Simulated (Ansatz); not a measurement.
A series in volume scale on BAs

Results calculated with Ansatz 0.2.0, not measured. Free energy against uniform scaling of the volume at fixed shape and fractions; periodic cell, basis, potentials, k mesh and filling as listed.

The cell before it is scaled or strained (space group F-43m, No. 216):
```
CELL_PARAMETERS angstrom
0.00000 2.38850 2.38850
2.38850 0.00000 2.38850
2.38850 2.38850 0.00000
ATOMIC_POSITIONS crystal
B 0.00000 0.00000 0.00000
As 0.25000 0.25000 0.25000
```

Settings of every row: functional PBE; dispersion none; potentials PAW; wave cutoff 420 eV; density cutoff 1680 eV; k mesh 8x8x8; k shift 0x0x0; occupations fixed; smearing width 0 eV; spin none.

| row | volume scale | V (Å³/atom) | pressure (GPa) | energy above lowest point (meV/atom) |
| --- | --- | --- | --- | --- |
| 1 | 0.94 | 12.809 | 12.77 | 40.7 |
| 2 | 0.96 | 13.081 | 9.1 | 22.2 |
| 3 | 0.98 | 13.354 | 5.77 | 9.6 |
| 4 | 1 | 13.626 | 2.77 | 2.4 |
| 5 | 1.02 | 13.899 | ? | ? |
| 6 | 1.04 | 14.171 | -2.4 | 2 |
| 7 | 1.06 | 14.444 | -4.63 | 8.1 |

Question: what pressure should row 5 give?

Worked fit of pressure. Take u = (V_r/V)^(2/3) − 1 with V_r = 13.49 Å³ an atom, which is twice the finite (Eulerian) strain; such expansions in the strain, on which the Birch-Murnaghan equation of state is built, carry the rest volume and the bulk modulus. The shown rows have u = 0.03514, 0.02074, 0.00678, -0.00667, -0.0323, -0.04453. Least squares give pressure = 4.233 + 222.89 × u + 555.4 × u² + 441 × u³ GPa; a parabola predicts inner rows, each left out in turn, worse (root mean square 0.0084 against 0.0026 GPa). All shown rows lie on it to the printed digit. The pressure vanishes at u = -0.0200, or V = 13.9 Å³ an atom, and there the bulk modulus at fixed shape and fractions is B = −V dP/dV = (2/3)(1 + u) dP/du = 131 GPa. The withheld row has u = -0.01972, so the fit gives 4.233 + 222.89 × (-0.01972) + 555.4 × (-0.01972)² + 441 × (-0.01972)³ = 0.05 GPa.

The calculation gave 0.05 GPa. The fit meets it to the printed digit.

The other values of row 5: energy above lowest point 0 meV/atom.
